**Does the distortion stay uniform? A seminar talk**

Take $H=\sum_{k\sigma}\epsilon_k n_{k\sigma}+\hbar\omega\sum_i b_i^\dagger b_i+g\sum_i n_i(b_i+b_i^\dagger)$, with $E_p=g^2/\hbar\omega$, $s$ spin species and $n$ carriers per site. Mobile Li keeps the phases neutral. Displacing every oscillator equally gives $e=e_{el}-E_pn^2$ and $d\mu/dn=1/\kappa_{el}-2E_p$, where $\kappa_{el}=dn/d\mu_{el}=sN(0)$ for free carriers, $N(0)$ per spin and site. The assumption is that word "equally": only the $q=0$ phonon responds, so each site feels $n$, never its own $n_i$.

Now admit $q\neq0$, at $T=0$ and second order in $g$. A carrier emits a virtual phonon and scatters from filled $\epsilon$ to empty $\epsilon'$. For a flat band, $N(0)=1/W$ on $0<\epsilon<W$ and $\mu_{el}=nW/s$:

$$\Delta e=-\frac{sg^2}{W^2}\int_0^{\mu_{el}}\!d\epsilon\int_{\mu_{el}}^{W}\!\frac{d\epsilon'}{\epsilon'-\epsilon+\hbar\omega}.$$

With $\phi(y)=y\ln y$ the integral is $\phi(W+\hbar\omega)+\phi(\hbar\omega)-\phi(\mu_{el}+\hbar\omega)-\phi(W-\mu_{el}+\hbar\omega)$. Using $\phi''=1/y$ and $d/dn=(W/s)\,d/d\mu_{el}$,

$$\frac{d\mu}{dn}=\frac{W}{s}-2E_p(1-r),\qquad r=\frac{\hbar\omega}{2s}\left[\frac{1}{\mu_{el}+\hbar\omega}+\frac{1}{W-\mu_{el}+\hbar\omega}\right].$$

The correction stiffens the uniform state.

**Question:** Can the limit be checked?

For $W\ll\hbar\omega$, $r\to1/s$. At zero hopping the energy is exactly $-E_p\langle n_i^2\rangle$. For $s=1$, $n_i^2=n_i$: linear, no curvature, $r=1$. For $s=2$ with uncorrelated spins, $\langle n_i^2\rangle=n+n^2/2$, half the curvature, $r=1/2$.

Now numbers, all the model's. For holes in Li$_x$CoO$_2$ I assume one band, $s=2$, $W=1$ eV, an oxygen mode $\hbar\omega=0.07$ eV and $x=0.75$. Then $n=0.25$, $\mu_{el}=0.125$ eV and $r=0.11$. The $E_p$ at which $d\mu/dn$ vanishes there, $W/[2s(1-r)]$, moves from 0.25 to 0.28 eV; the added stiffness $2E_pr$ is 0.06 eV.

**Question:** Is second order enough at threshold?

Only for the magnitude. For slow phonons $\Delta e$ is the linear term, $-\hbar\omega y/4$, of the zero-point shift $\tfrac12\hbar\omega(\sqrt{1-y}-1)$ averaged over $q$, where $y=2E_p\chi_q$ and $\chi_q$ is the static density response, $\chi_{q\to0}=\kappa_{el}$. As $y\to1$ the full shift is twice the linear term. Read $r$ as about 0.1.

**Question:** What else competes?

Ideal Li mixing adds $k_BT/[x(1-x)]=0.14$ eV at 300 K. A Hubbard term, $Un^2/4$ in mean field, adds $U/2=1.5$ eV for an assumed $U=3$ eV. Both exceed our correction.

In Li$_x$FePO$_4$ the added electron on high-spin Fe has minority spin, so $s=1$ in a one-orbital model. Assume $W=0.4$ eV, $E_p=0.3$ eV, the same $\hbar\omega$, $x=n=1/2$. Li mixing gives 0.10 eV, so the uniform theory has $d\mu/dn=-0.10$ eV. Here $r=2\hbar\omega/(W+2\hbar\omega)=0.26$ adds 0.16 eV, giving $+0.06$ eV. The sign flips, though we are outside the range where second order holds.

**Question:** Then what replaces it?

Take static distortions at $T=0$, $s=1$, Li terms aside. The uniform energy $(W/2-E_p)n^2$ is concave for $E_p>W/2=0.2$ eV, and the Maxwell line joins $n=0$ to $n=1$: $e=(W/2-E_p)n$. Now trap each electron on its own distorted site, at band-centre energy $W/2$ less $E_p$. Any arrangement of these small polarons has that same energy, so nothing selects macroscopic domains. Virtual hopping $t$ from the trapped level, $2E_p$ below an empty neighbour, gains $t^2/2E_p$ per filled-empty bond, and it favours mixing, as entropy does. In effect $r=1$.

As typical knowledge, Li$_x$FePO$_4$ at room temperature separates over most of $0<x<1$, and Li$_x$CoO$_2$ over roughly $0.75<x<0.94$. The corrected on-site model, with Li mixing and $U$ included for the cobaltate, gives no gap, so it misses both wholly. The attraction must come from terms it lacks, such as distortions shared between sites, elastic strain, Li-electron binding or, in the cobaltate, the metal-insulator transition.